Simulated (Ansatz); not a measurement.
A series in volume scale on Pd

Results calculated with Ansatz 0.2.0, not measured. Plane-wave DFT, scalar-relativistic PAW made under PBE with cores redone for the functional, no dispersion; the given relaxed cell is scaled uniformly, energy at zero smearing counts from the unscaled cell, pressure at the given Fermi-Dirac smearing is positive in compression.

The cell before it is scaled or strained (space group Im-3m, No. 229):
```
cell vectors (Å)
  -1.5552     1.5552     1.5552
   1.5552    -1.5552     1.5552
   1.5552     1.5552    -1.5552
atoms (fractions of the cell vectors)
Pd  0.00000  0.00000  0.00000
```

Settings of every row: spin polarised yes; functional r2SCAN; wave cutoff 500 eV; smearing width 0.05 eV; k mesh 16x16x16.

Atom:
```
element  starting moment (Bohr magneton)
     Pd                              0.5
```

Limits: search for a lower magnetic state is off; the cell comes from a prototype or a list of computed structures and needn't be the stable phase.

```
row  volume scale  V (Å³/atom)  pressure (GPa)  energy change per atom (meV)
  1          0.88        13.24           32.61                        159.87
  2          0.92       13.842           18.86                         64.45
  3          0.96       14.444            8.22                          14.6
  4          1.04       15.648               ?                             ?
  5          1.08        16.25          -11.19                         46.18
  6          1.12       16.851          -14.87                         95.73
```

Largest site moment is 0 Bohr magneton in every row.

Question: what pressure and energy change per atom should row 4 give?

Worked fit of pressure. Take u = (V_r/V)^(2/3) − 1 with V_r = 14.444 Å³ an atom, which is twice the finite (Eulerian) strain; such expansions in the strain, on which the Birch-Murnaghan equation of state is built, carry the rest volume and the bulk modulus. The shown rows have u = 0.05974, 0.02879, 0, -0.07554, -0.09765. Least squares give pressure = 8.233 + 341.72 × u + 1089.4 × u² GPa; a straight line predicts inner rows, each left out in turn, worse (root mean square 2.9 against 0.2 GPa). The rows lie off it by 0.07, -0.11, -0.01, 0.17, -0.12 (root mean square 0.11 GPa). The withheld row has u = -0.05198, so the fit gives 8.233 + 341.72 × (-0.05198) + 1089.4 × (-0.05198)² = -6.59 GPa.

The calculation gave -6.34 GPa. The fit lies 0.25 GPa (3.9 % of the value, 0.53 % of the column's range) below it; its largest miss of a shown row is 0.17 GPa.

Worked fit of energy change per atom. Take u = (V_r/V)^(2/3) − 1 with V_r = 14.444 Å³ an atom, which is twice the finite (Eulerian) strain; such expansions in the strain, on which the Birch-Murnaghan equation of state is built, carry the rest volume and the bulk modulus. The shown rows have u = 0.05974, 0.02879, 0, -0.07554, -0.09765. Least squares give energy change per atom = 14.791 + 1176.68 × u + 20697.7 × u² meV; a straight line predicts inner rows, each left out in turn, worse (root mean square 54 against 2.5 meV). The rows lie off it by 0.92, -1.37, -0.19, 2.17, -1.52 (root mean square 1.4 meV). The withheld row has u = -0.05198, so the fit gives 14.791 + 1176.68 × (-0.05198) + 20697.7 × (-0.05198)² = 9.55 meV.

The calculation gave 12.64 meV. The fit lies 3.09 meV (24 % of the value, 2.1 % of the column's range) below it; its largest miss of a shown row is 2.17 meV.
